**Hand rule for 3p, 3d and 4s removal energies, Cu to Kr**

The table holds relaxed removal energies of a 3d, 3p or 4s electron from the neutral atoms Cu to Kr, as total-energy differences of spherical Kohn-Sham atoms (radks, r2SCAN, scalar-relativistic, spin-polarised). The program fits, on Zn to Kr, a straight line to √E(3p), a straight line to the 3p–3d gap and an exchange-counting form to E(4s), rounds the constants, and compares the rule with separate square-root lines and with Slater's rules. From Zn to Kr the rule departs from the table by at most 0.17 eV for 3p, 0.36 eV for 3d and 0.09 eV for 4s, while Cu, left out for its single 4s electron, is missed by 1.2 to 2.0 eV. All three columns show a kink between As and Se, about 2 eV for 4s and 0.6 to 0.7 eV for the inner shells, and a 4s line fitted to Zn to As alone is 5.54 eV low at Kr. Slater's rules as total-energy differences stay within 24 % of the table for 3p and 3d and fail for 4s.

Spherical Kohn-Sham atoms from Cu to Kr, computed with radks 1 (radial solver with Libxc) using r2SCAN, scalar-relativistic and spin-polarised. Each removal energy is the total energy of the fully relaxed ion, with one electron taken from the named sub-shell, minus that of the neutral atom; the ion is filled with parallel spins first.

## Analysis program

```python
# Table: relaxed removal energies (eV) of a 3d, 3p, 4s electron, Cu-Kr; radks spherical Kohn-Sham atom,
# r2SCAN, scalar-relativistic, spin-polarised. Tested: hand rule (sqrt line for 3p, linear 3p-3d gap,
# exchange counting for 4s) against separate sqrt lines and Slater's rules.
T = {
    'ion': ['Cu', 'Zn', 'Ga', 'Ge', 'As', 'Se', 'Br', 'Kr'],
    'Z': [29, 30, 31, 32, 33, 34, 35, 36],
    'configuration': ['[Ar] 3d10 (4s up)1', '[Ar] 3d10 4s2', '[Ar] 3d10 4s2 (4p up)1', '[Ar] 3d10 4s2 (4p up)2', '[Ar] 3d10 4s2 (4p up)3', '[Ar] 3d10 4s2 (4p up)3 (4p down)1', '[Ar] 3d10 4s2 (4p up)3 (4p down)2', '[Ar] 3d10 4s2 4p6'],
    'removal_energy_3d': [11.177, 17.935, 27.788, 38.717, 50.727, 64.436, 79.091, 94.745],  # eV
    'removal_energy_3p': [81.27, 94.239, 110.64, 128.19, 146.92, 167.38, 188.87, 211.46],  # eV
    'removal_energy_4s': [8.2566, 9.4113, 11.917, 14.265, 16.565, 20.937, 25.199, 29.292],  # eV
    'first': ['4s', '4s', '4p', '4p', '4p', '4p', '4p', '4p'],
}
import numpy as np
from scipy.constants import physical_constants as pc
Ry = pc['Rydberg constant times hc in eV'][0]
el = list(T['ion']); Z = np.array(T['Z'], float); x = Z - 30
p, d, s = (np.array(T['removal_energy_' + k], float) for k in ('3p', '3d', '4s'))
ndn = np.array([0, 0, 0, 0, 0, 1, 2, 3.]); nout = Z - 28  # 4p-down count; 4s+4p count
m = Z >= 30  # fits use Zn-Kr (4s2 4p^x); Cu is 4s1
f = lambda v, n=2: ' '.join('%.*f' % (n, t) for t in v)
pe = lambda a, b: 100 * (a / b - 1)
print('rows:', ' '.join(el), '| rounding floor 0.005 eV above 100 eV, <=0.0005 below')
for k, v in (('3p', p), ('3d', d), ('4s', s)):
    d2 = np.diff(v, 2)
    print(k, 'steps eV:', f(np.diff(v)))
    print(k, '2nd diff (Zn..Br) eV:', f(d2), '| kink at As->Se over neighbours %.2f' % (d2[3] - (d2[2] + d2[4]) / 2))
g = p - d
print('3d-4s eV:', f(d - s)); print('gap 3p-3d eV:', f(g)); print('gap steps eV:', f(np.diff(g)))
print('sqrt(E3p) eV^0.5:', f(np.sqrt(p), 3)); print('its steps:', f(np.diff(np.sqrt(p)), 3))
b, a = np.polyfit(x[m], np.sqrt(p[m]), 1); dd, c = np.polyfit(x[m], g[m], 1)
A = np.c_[np.ones(len(x)), x, ndn]; e, h, K = np.linalg.lstsq(A[m], s[m], rcond=None)[0]
print('fit: a %.4f b %.4f c %.3f d %.3f e %.3f f %.3f K %.3f; 3b/sqrt(Ry) %.3f' % (a, b, c, dd, e, h, K, 3 * b / Ry**.5))
print('gap residual fit-table eV:', f(c + dd * x - g))
a, b, c, dd, e, h, K = round(a, 2), round(b, 3), round(c, 1), round(dd, 2), round(e, 2), round(h, 2), round(K, 2)
print('RULE eV: 3p=(%.2f+%.3fx)^2; 3d=3p-(%.1f+%.2fx); 4s=%.2f+%.2fx+%.2f*ndown' % (a, b, c, dd, e, h, K))
P = (a + b * x)**2; D = P - (c + dd * x); S = e + h * x + K * ndn
print('row: rule eV (rule-table eV, %) for 3p | 3d | 4s')
for i, n in enumerate(el):
    print(n, ' | '.join('%.2f (%+.2f, %+.1f)' % (u[i], u[i] - v[i], pe(u, v)[i]) for u, v in ((P, p), (D, d), (S, s))))
for k, u, v in (('3p', P, p), ('3d', D, d), ('4s', S, s)):
    r = np.abs(u - v) * m; q = np.abs(pe(u, v)) * m
    print(k, 'Zn-Kr worst %.2f eV (%s), %.1f%% (%s); rms %.2f eV' % (r.max(), el[r.argmax()], q.max(), el[q.argmax()], np.sqrt(np.mean(r[m]**2))))
for n in ('Ge', 'Br'):
    i = el.index(n)
    print('work %s x=%d ndown=%d: root %.3f, 3p %.2f, gap %.2f, 3d %.2f; fx %.2f, K term %.2f, 4s %.2f'
          % (n, x[i], ndn[i], a + b * x[i], P[i], c + dd * x[i], D[i], h * x[i], K * ndn[i], S[i]))
for k, v in (('3d', d), ('4s', s)):
    co = np.polyfit(x[m], np.sqrt(v[m]), 1); u = np.polyval(co, x)**2
    print('alt sqrt line %s (%.2f+%.3fx)^2 err eV:' % (k, co[1], co[0]), f(u - v))
    print('   err %:', f(pe(u, v), 1))
def E(z, n3, nd, no):  # Slater energy of the 3sp, 3d, 4sp groups, n* = 3, 3, 3.7
    z3 = z - .35 * (n3 - 1) - 8.8; zd = z - .35 * (nd - 1) - n3 - 10
    z4 = z - .35 * (no - 1) - .85 * (n3 + nd) - 10
    return -Ry * (n3 * z3**2 / 9 + nd * zd**2 / 9 + no * z4**2 / 3.7**2)
E0 = E(Z, 8, 10, nout)
for k, u, v in (('3p', E(Z, 7, 10, nout) - E0, p), ('3d', E(Z, 8, 9, nout) - E0, d), ('4s', E(Z, 8, 10, nout - 1) - E0, s)):
    print('Slater total-energy', k, 'eV:', f(u, 1)); print('   err %:', f(pe(u, v), 0))
print('Slater one-electron 3d / table:', f(Ry * (Z - 21.15)**2 / 9 / d, 1))
print('Slater one-electron 3p / table:', f(Ry * (Z - 11.25)**2 / 9 / p, 1))
w = m & (Z <= 33)
P2 = np.polyval(np.polyfit(x[w], np.sqrt(p[w]), 1), 6)**2
D2 = P2 - np.polyval(np.polyfit(x[w], g[w], 1), 6); S2 = np.polyval(np.polyfit(x[w], s[w], 1), 6)
print('fit Zn-As only, Kr error eV: 3p %+.2f, 3d %+.2f, 4s (no K) %+.2f' % (P2 - p[-1], D2 - d[-1], S2 - s[-1]))
print('   in %%: %+.1f %+.1f %+.1f' % (pe(P2, p[-1]), pe(D2, d[-1]), pe(S2, s[-1])))
print('4s minus rough recalled measured 7.7 (Cu), 9.4 (Zn) eV: %+.1f %+.1f' % (s[0] - 7.7, s[1] - 9.4))
assert np.all(s < d) and np.all(d < p)
assert np.argmax(np.diff(s, 2)) == 3 and np.argmax(np.diff(d, 2)[1:]) == 2
assert 0 < 3 * b / Ry**.5 < 1 and K > 0
assert np.all(np.diff(g) > 0) and np.ptp(np.diff(g)[1:]) < 0.1 * dd
```

Printed output:

```
rows: Cu Zn Ga Ge As Se Br Kr | rounding floor 0.005 eV above 100 eV, <=0.0005 below
3p steps eV: 12.97 16.40 17.55 18.73 20.46 21.49 22.59
3p 2nd diff (Zn..Br) eV: 3.43 1.15 1.18 1.73 1.03 1.10 | kink at As->Se over neighbours 0.63
3d steps eV: 6.76 9.85 10.93 12.01 13.71 14.65 15.65
3d 2nd diff (Zn..Br) eV: 3.10 1.08 1.08 1.70 0.95 1.00 | kink at As->Se over neighbours 0.69
4s steps eV: 1.15 2.51 2.35 2.30 4.37 4.26 4.09
4s 2nd diff (Zn..Br) eV: 1.35 -0.16 -0.05 2.07 -0.11 -0.17 | kink at As->Se over neighbours 2.15
3d-4s eV: 2.92 8.52 15.87 24.45 34.16 43.50 53.89 65.45
gap 3p-3d eV: 70.09 76.30 82.85 89.47 96.19 102.94 109.78 116.72
gap steps eV: 6.21 6.55 6.62 6.72 6.75 6.84 6.94
sqrt(E3p) eV^0.5: 9.015 9.708 10.519 11.322 12.121 12.938 13.743 14.542
its steps: 0.693 0.811 0.804 0.799 0.816 0.805 0.799
fit: a 9.7096 b 0.8059 c 76.120 d 6.734 e 9.457 f 2.398 K 1.837; 3b/sqrt(Ry) 0.655
gap residual fit-table eV: -0.71 -0.18 0.00 0.12 0.13 0.11 0.01 -0.19
RULE eV: 3p=(9.71+0.806x)^2; 3d=3p-(76.1+6.73x); 4s=9.46+2.40x+1.84*ndown
row: rule eV (rule-table eV, %) for 3p | 3d | 4s
Cu 79.28 (-1.99, -2.4) | 9.91 (-1.27, -11.3) | 7.06 (-1.20, -14.5)
Zn 94.28 (+0.05, +0.0) | 18.18 (+0.25, +1.4) | 9.46 (+0.05, +0.5)
Ga 110.59 (-0.05, -0.0) | 27.76 (-0.03, -0.1) | 11.86 (-0.06, -0.5)
Ge 128.19 (-0.00, -0.0) | 38.63 (-0.09, -0.2) | 14.26 (-0.00, -0.0)
As 147.09 (+0.17, +0.1) | 50.80 (+0.07, +0.1) | 16.66 (+0.09, +0.6)
Se 167.29 (-0.09, -0.1) | 64.27 (-0.17, -0.3) | 20.90 (-0.04, -0.2)
Br 188.79 (-0.08, -0.0) | 79.04 (-0.05, -0.1) | 25.14 (-0.06, -0.2)
Kr 211.59 (+0.13, +0.1) | 95.11 (+0.36, +0.4) | 29.38 (+0.09, +0.3)
3p Zn-Kr worst 0.17 eV (As), 0.1% (As); rms 0.10 eV
3d Zn-Kr worst 0.36 eV (Kr), 1.4% (Zn); rms 0.18 eV
4s Zn-Kr worst 0.09 eV (As), 0.6% (As); rms 0.06 eV
work Ge x=2 ndown=0: root 11.322, 3p 128.19, gap 89.56, 3d 38.63; fx 4.80, K term 0.00, 4s 14.26
work Br x=5 ndown=2: root 13.740, 3p 188.79, gap 109.75, 3d 79.04; fx 12.00, K term 3.68, 4s 25.14
alt sqrt line 3d (4.34+0.912x)^2 err eV: 0.54 0.86 -0.25 -0.77 -0.71 -0.68 0.06 1.47
   err %: 4.8 4.8 -0.9 -2.0 -1.4 -1.1 0.1 1.6
alt sqrt line 4s (3.02+0.392x)^2 err eV: -1.34 -0.28 -0.27 0.21 1.04 0.11 -0.40 -0.44
   err %: -16.3 -3.0 -2.3 1.5 6.3 0.5 -1.6 -1.5
Slater total-energy 3p eV: 84.1 92.5 101.7 111.7 122.5 134.2 146.7 160.0
   err %: 3 -2 -8 -13 -17 -20 -22 -24
Slater total-energy 3d eV: 9.8 16.3 23.7 31.9 40.9 50.8 61.5 73.0
   err %: -13 -9 -15 -18 -19 -21 -22 -23
Slater total-energy 4s eV: 13.6 15.7 17.6 19.6 21.4 23.2 25.0 26.6
   err %: 65 66 48 37 29 11 -1 -9
Slater one-electron 3d / table: 8.3 6.6 5.3 4.6 4.2 3.9 3.7 3.5
Slater one-electron 3p / table: 5.9 5.6 5.3 5.1 4.9 4.7 4.5 4.4
fit Zn-As only, Kr error eV: 3p -0.14, 3d +0.54, 4s (no K) -5.54
   in %: -0.1 +0.6 -18.9
4s minus rough recalled measured 7.7 (Cu), 9.4 (Zn) eV: +0.6 +0.0
```
